A hydrogen molecule meets BH₂F, and fluorine changes places with hydrogen: boron ends with three hydrogens, and fluorine takes the fourth. Row 1 is the loose pair before the exchange, row 6 is the top of the path, and row 7 is the product pair. The column "energy over the start" is counted from row 1, and "path length" adds up how far the atoms have moved.

Climbing-image nudged elastic band for the exchange between BH₂F and H₂ (neutral singlet), computed with Ansatz 0.2.0 using restricted PBE/def2-SVP without dispersion correction. Five images lie between relaxed ends. Energies are electronic, without zero-point terms; the band force is the largest force component on an image, with a convergence limit of 0.05 eV/Å.

```csv
row,energy over the start (eV),path length (Å),band force (eV/Å)
1,0.000,0.000,n/a
2,0.005,0.429,0.003
3,0.046,0.857,0.004
4,0.214,1.286,0.020
5,0.774,1.715,0.014
6,1.366,2.143,0.027
7,1.221,2.809,n/a
```

**1. Which direction is harder?**

The forward exchange is, by far. It has to climb 1.37 eV from row 1 to row 6, while the way back from row 7 climbs only 0.145 eV. The difference is the reaction energy of 1.22 eV, which makes up about nine tenths of the forward barrier. A catalyst that merely lowered the top could therefore take at most 0.145 eV off the climb. That would speed up the exchange, but the products would lie as high as before.

**2. Why do the products lie so high?**

Two bonds are given up, B–F and H–H, and two are gained, B–H and H–F. With rough recalled bond energies the balance is 6.7 + 4.5 − 3.9 − 5.9 = 1.4 eV uphill. These are average values and the result is a small difference of large numbers, so it supports the sign and the order of size, not the digits. The costly item is B–F. This bond is strongly polar, and a lone pair of fluorine also leans into the empty p orbital of boron and strengthens it further. Hydrogen, having no lone pair, cannot do that in its place. For a related exchange, the same four-bond balance is the first thing to draw up.

**3. What does the molecule look like at the top?**

It is a ring of four atoms, B, F and the two hydrogens of H₂, in which all four bonds are partly present. The ring is squeezed across its middle: the hydrogen on its way to fluorine is also close to boron. The new B–H bond is only 7 % longer than in row 7, and the new H–F bond 20 % longer. The old bonds are clearly stretched compared with row 1, B–F by 25 % and H–H by 44 %. The top is thus late: it resembles the products more than the reactants, as one expects for a strongly uphill step. It is not equally late for every bond: B–H is nearly finished, H–F still has some way to go, and the H–H distance, though clearly stretched, is still nearer to its value in row 1 than to that in row 7.

**4. Why is there so little barrier beyond the reaction energy?**

The ring lets each new bond form while an old one breaks, so the full price of breaking B–F and H–H is never due at once. That price would be about 11 eV by the bond energies above, whereas the top lies at 1.37 eV. A ring alone is not enough, though: two H₂ molecules that swapped atoms through a square would have to climb higher than the price of one H–H bond. What helps here is probably boron's empty p orbital, which accepts electrons from the H–H bond while a lone pair of fluorine binds the other hydrogen. The bond lengths in row 6 fit this picture, though they do not single it out.

**5. Can the two barriers tell where the top lies?**

Draw one parabola upwards from each end of the path, both equally steep, and let the top be their crossing. If x is the fraction of the path covered at the top, the forward barrier is proportional to x² and the backward barrier to (1 − x)². Hence

x = √1.366 / (√1.366 + √0.145) = 0.75.

The table puts the top at 2.143/2.809 = 0.76. The match is weaker evidence than it looks, because the same parabolas give 0.50 eV in row 4, where the calculation has 0.21 eV. The real path begins almost flat, probably because H₂ first only draws near. Had H₂ started closer, the path would be shorter and the top would come earlier on it: counted from row 3 it lies at 0.66, while the parabolas would still say 0.75. The bond lengths are therefore the better witness for a late top.

**6. What changes if the products drift apart?**

Row 7 is not yet free BH₃ and HF. Fluorine still sits 1.88 Å from boron and holds the two together as an adduct. Separating them should cost further energy, so the full reaction is more uphill than 1.22 eV. Counted from the separate molecules, the backward barrier would be lower by the same amount. If the adduct is bound by more than 0.145 eV, the top even lies below the separate molecules. The small basis set tends to overbind such an adduct, so this binding should be computed with a larger one.

**7. Which digits can be trusted?**

That the reaction is strongly uphill and its top late is safe. The size of the backward barrier is not: PBE commonly underrates barriers of this kind by tenths of an eV, which is as much as the whole 0.145 eV. At 300 K an error of only 0.1 eV changes a rate by a factor of about 50.

Before any rate is quoted, rows 1, 6 and 7 deserve a recalculation with a hybrid functional or a correlated method, a larger basis set and zero-point energies. At the top, where two bonds are half broken, it is also worth testing whether the closed-shell solution is stable.
